# A misfitting sphere: limits and scales for alumina in silica glass

An isotropic sphere (moduli $K_p,\mu_p$), whose stress-free radius is $a(1+\varepsilon)$, is bonded into a hole of radius $a$ in an infinite isotropic matrix ($K_m,\mu$). Displacements are measured from the stress-free hole, stress is positive in tension, $p$ is positive in compression, and strains are small.

## Dimensions first

**Predict:** does a larger particle carry a larger pressure?

No. Linearity makes stress proportional to $\varepsilon$, and $a$ is the only length. So $u=\varepsilon a\,\phi(r/a)$, $p=\mu\varepsilon\,g_1$ and $W=\mu\varepsilon^2a^3g_2$, where $\phi,g_1,g_2$ may depend on three modulus ratios.

**Predict:** how many ratios survive?

Radial equilibrium, $\frac{d}{dr}\left[r^{-2}\frac{d}{dr}(r^2u)\right]=0$, gives $u=Ar+B/r^2$. Regularity and continuity require $u=er$ inside and $u=ea^3/r^2$ outside. The inside strain is a pure dilatation, so $\mu_p$ drops out and $p=3K_p(\varepsilon-e)$. The outside strains $(-2e,e,e)\,a^3/r^3$ are traceless, so $K_m$ drops out, with $\sigma_{rr}=-4\mu e\,a^3/r^3$ and $\sigma_{\theta\theta}=-\sigma_{rr}/2$. Setting $\sigma_{rr}(a)=-p$,

$$e=\frac{\varepsilon}{1+x},\qquad p=4\mu e,\qquad x=\frac{4\mu}{3K_p}.$$

The particle, of volume $V$, stores $p^2V/2K_p$. The matrix energy density $6\mu e^2a^6/r^6$ integrates to $6\mu e^2V$. Their ratio is $x$, and

$$\frac WV=\frac32\,p\,\varepsilon=\frac{18K_p\mu\,\varepsilon^2}{3K_p+4\mu}.$$

## The stiffness ratio

**Predict:** does the stiff or the soft partner set the pressure?

Since $\varepsilon/p=1/4\mu+1/3K_p$, the two act as springs in series and the softer dominates.

| | $x\ll1$ (stiff particle) | $x\gg1$ (stiff matrix) |
|---|---|---|
| $e/\varepsilon$ | $1-x$ | $x^{-1}(1-x^{-1})$ |
| $p$ | $4\mu\varepsilon(1-x)$ | $3K_p\varepsilon(1-x^{-1})$ |
| $W/V$ | $6\mu\varepsilon^2(1-x)$ | $\frac92K_p\varepsilon^2(1-x^{-1})$ |

The crossover is $x=1$, where $e=\varepsilon/2$ and the energy is shared equally. The particle's share $x/(1+x)$ also equals $\partial\ln|p|/\partial\ln K_p$, and the matrix's share $1/(1+x)$ equals $\partial\ln|p|/\partial\ln\mu$.

For equal moduli, $x=2(1-2\nu)/(1+\nu)$ and $W/V=E\varepsilon^2/(1-\nu)$. The crossover lies at $\nu=1/5$; $\nu\to1/2$ reaches the left column and $\nu\to-1$ the right.

## Alumina in silica glass

Take typical inputs: $K_p=250$ GPa (alumina treated as isotropic), $\mu=31$ GPa, $K_m=37$ GPa, and mean expansion coefficients $\alpha_p=8.0\times10^{-6}$ and $\alpha_m=0.5\times10^{-6}$ K$^{-1}$. Assume that the glass stops relaxing 1000 K above the final temperature, so $\Delta T=-1000$ K.

**Predict:** the signs of $p$, $\sigma_{rr}$ and $\sigma_{\theta\theta}$.

Alumina shrinks more: $\varepsilon=(\alpha_p-\alpha_m)\Delta T=-7.5\times10^{-3}$. With $x=0.165$, the model gives $e=-6.4\times10^{-3}$, $p=-0.80$ GPa and $W/V=9.0$ MJ m$^{-3}$. The particle is in hydrostatic tension. At the interface the glass feels $+0.80$ GPa radially and $-0.40$ GPa in the hoop directions, which favours debonding or cracks that circle the particle. The glass holds 86 % of the energy, the particle 14 %. A rigid particle would give $-0.93$ GPa and the first correction $-0.78$ GPa; the next relative term is $x^2=0.027$. A shift of 100 K in $\Delta T$ moves $p$ by 10 %, so two figures are generous.

## Distance and finite matrix

Stresses fall as $r^{-3}$, reaching a tenth at $r=2.15a$, and the fraction $(a/r)^3$ of the matrix energy lies beyond $r$.

**Predict:** which modulus returns if the matrix ends at a free surface $r=b$?

The term $Ar$ is now allowed, and it dilates. With $f=a^3/b^3$ and $x_m=4\mu/3K_m$, the condition $\sigma_{rr}(b)=3K_mA-4\mu B/b^3=0$ gives $A=x_mfB/a^3$. At $r=a$ the strain $u/a$ is $(1+x_mf)B/a^3$ and $p_f=4\mu(1-f)B/a^3$. Matching to $3K_p(\varepsilon-u/a)$,

$$p_f=\frac{4\mu\varepsilon(1-f)}{1+x+f(x_m-x)}\approx p\left[1-\frac{1+x_m}{1+x}f\right].$$

Here $x_m=1.12$ and the coefficient is 1.8, so $f=0.01$ lowers $|p|$ by 1.8 %. The pressure is halved at $f=(1+x)/(2+x+x_m)=0.36$. As $f\to1$ the thin shell cannot constrain the particle, and $p_f\approx4\mu\varepsilon(1-f)/(1+x_m)$.

## Large misfit

Corrections to linearity are of relative order strain times a pure number. In the particle, a pressure derivative $K'\approx4$ (typical) changes the secant modulus $-p/\ln(V/V_0)$ by $K'|p|/2K_p=0.6$ %, and $p$ by only 0.1 % after weighting with $x/(1+x)$. The glass matters more: its radial strain at the interface is $2|e|=1.3$ %, and an assumed nonlinearity coefficient of 3 changes the local stress by about 4 %.

Elasticity ends when the von Mises stress $|\sigma_{rr}-\sigma_{\theta\theta}|=6\mu|e|$, here 1.2 GPa, reaches a yield stress $Y$, at $|\varepsilon|=Y(1+x)/6\mu$. An approximate $Y=6$ GPa gives 0.04, well above the thermal misfit.

## Where size enters

**Predict:** what kind of quantity lets $a$ matter?

An energy per area: divided by a stress it gives a length.

*Small particles.* A constant interface stress $s$ adds a pressure jump: $3K_p(\varepsilon-e)=4\mu e+2s/a$. The particle pressure becomes $(4\mu\varepsilon+2s/a)/(1+x)$, with relative correction $s/(2\mu\varepsilon a)$. The terms match in size at $a_s=|s|/(2\mu|\varepsilon|)$, about 2 nm for an assumed $|s|=1$ N m$^{-1}$. Below $a_s$ capillarity dominates.

*Large particles.* An undersized particle that detaches completely releases all of $W\propto a^3$ and costs $4\pi a^2\Gamma$, with $\Gamma$ the fracture energy per crack area. Detachment is allowed for

$$a>a_c=\frac{3\Gamma}{W/V}=\frac{\Gamma(1+x)}{2\mu\varepsilon^2}.$$

**Predict:** how $a_c$ responds to halving $\Delta T$. It quadruples.

With $\Gamma=8$ J m$^{-2}$, typical of the glass and assumed for the interface, the model's $a_c$ is 2.7 µm. This condition is necessary, not sufficient, since a flaw must start the crack. As typical knowledge, not a measurement, spontaneous cracking around particles in glass begins at radii a few times above such energy bounds, so the model's $a_c$ is low; once a particle has cracked free its stress falls towards zero, and the model's $-0.80$ GPa describes only bonded particles well above $a_s$.